**Question**

The table lists the eight lowest excited singlets of a seven-membered carbon ring. Six of its carbons form a conjugated chain of three double bonds; the seventh is saturated and carries fluorine and a methyl group.

Vertical singlet excitations of 7-fluoro-7-methylcyclohepta-1,3,5-triene (C8H9F) in the gas phase, calculated with PySCF 2.14.0 using Tamm-Dancoff PBE0/def2-SVP with density fitting and core orbitals frozen in the response, at the GFN2-xTB geometry. The last two columns name the orbital pair with the largest weight in each state.

| row | singlet state | singlet energy (eV) | singlet exciton size (Å) | singlet orbital overlap lambda | singlet main from | singlet main to |
| --- | --- | --- | --- | --- | --- | --- |
| 1 | 1 | 5.000 | 2.850 | 0.800 | HOMO | LUMO |
| 2 | 2 | 5.270 | 2.910 | 0.770 | HOMO-1 | LUMO |
| 3 | 3 | 6.580 | 3.050 | 0.560 | HOMO-3 | LUMO |
| 4 | 4 | 6.690 | 2.960 | 0.680 | HOMO-2 | LUMO |
| 5 | 5 | 7.030 | 3.340 | 0.540 | HOMO | LUMO+2 |
| 6 | 6 | 7.250 | 3.050 | 0.720 | HOMO-1 | LUMO+1 |
| 7 | 7 | 7.260 | 3.170 | 0.510 | HOMO | LUMO+2 |
| 8 | 8 | 7.610 | 2.970 | 0.560 | HOMO-5 | LUMO |

An excitation leaves a hole in the occupied orbitals and puts an electron into empty ones. The singlet exciton size $d$ is the root-mean-square distance between the two. The singlet orbital overlap lambda, $\Lambda$, tells how far the orbitals involved share the same space. For three states the same calculation gives these measures, in ångström:

| row | distance between centres, $D$ | hole width, $\sigma_h$ | electron width, $\sigma_e$ |
|---|---|---|---|
| 1 | 0.40 | 1.99 | 2.02 |
| 5 | 0.60 | 2.07 | 2.66 |
| 8 | 0.08 | 2.14 | 2.22 |

Every higher state has a larger exciton and a lower overlap than the first. A student concludes that these states move charge from one part of the molecule to another. Weigh this against two other explanations: the electron enters a wider orbital, or the hole lies in a different kind of orbital.

**Model answer**

Charge transfer should pull the centres of hole and electron apart. Row 8 does the opposite: its centres are closer together than in row 1, yet its overlap is only 0.56 against 0.80. Coinciding centres could hide a transfer from the middle of the molecule to its rim, but then the two widths would differ clearly, and in row 8 they are nearly equal. Low overlap is therefore no proof of charge transfer.

The exciton size can be split exactly into its parts:

$$d^2 = D^2+\sigma_h^2+\sigma_e^2-2R\,\sigma_h\sigma_e .$$

Here $R$ is the correlation between the positions of hole and electron; it is negative when they avoid each other. To test an explanation, start from row 1 and change only the part that this explanation concerns.

Row 5 has the largest exciton, 3.34 Å. If only the electron width changes,

$$d\approx\sqrt{2.85^2+2.66^2-2.02^2}\ \text{Å}=3.33\ \text{Å}.$$

If only the distance between centres changes,

$$d\approx\sqrt{2.85^2+0.60^2-0.40^2}\ \text{Å}=2.88\ \text{Å}.$$

The wider electron accounts for the growth; charge transfer leaves most of it unexplained. The first estimate comes so close because the smaller changes in the other parts nearly cancel.

The orbitals show why the electron is wide. Rows 5 and 7 are mixtures led by the step from HOMO to LUMO+2. The LUMO is concentrated on the conjugated carbons, whereas LUMO+2 has its largest weights on atoms outside them. An electron placed there spreads around the molecule, and it shares less space with a hole that stays mainly on the chain. Both states also contain steps from deeper orbitals to the LUMO, which probably lower the overlap too.

Row 8 needs the third explanation. Its main step ends in the LUMO, as in row 1, but starts from HOMO-5. Row 3 also ends mainly in the LUMO and has the same low overlap; its starting orbital, HOMO-3, has much of its weight on the saturated carbon and what is attached to it, where the LUMO is weak. For HOMO-5 a count helps: three double bonds supply only three filled π orbitals, and HOMO, HOMO-1 and HOMO-2 seem to be these. HOMO-5 therefore probably belongs to the single-bond framework, whose density lies largely where the LUMO has its node. This is an inference, since the shape of HOMO-5 is not among the results.

The student's explanation thus fails as a general one. A wide receiving orbital makes the excitons of rows 5 and 7 large, and a change of the emptied orbital best explains the low overlap of rows 3 and 8.

**Remarks on the reasoning**

The one-part estimates use row 1 as their starting point and have no adjustable constant. Over rows 2 to 8, changing the electron width alone leaves a root-mean-square error of 0.08 Å in the exciton size. Changing the separation alone leaves 0.25 Å, hardly better than assuming that the size never changes. The success of the electron width rests on rows 5 and 7: without them, hole width and electron width do equally well.

Rows 2 and 6 show what a single width overlooks. Their excitons grow chiefly because hole and electron tend to avoid each other, although their centres almost coincide. Both states mix two or more orbital steps, and such mixing can correlate the two positions. Row 2 needs some caution: in open-chain trienes the state with this kind of mixture also has double-excitation character, which the method used here leaves out.

Charge transfer keeps a modest place in row 3, where the centres lie 0.74 Å apart, about half a carbon–carbon bond. This fits a hole that reaches the saturated end of the molecule while the electron sits on the chain.

Whether the wide electron marks a Rydberg state cannot be settled here. Rows 4 to 8 all lie above 6.64 eV, the HOMO energy with its sign reversed, where computed states depend strongly on the basis set. This basis has no diffuse functions, so it can confine an electron that would otherwise spread further. The contrast of rows 5 and 7 with row 1 is clear within this calculation, but the widths, overlaps and energies of all these higher states, row 8 included, may change in a larger basis. Diffuse states that are missing here may also appear among them or below them.
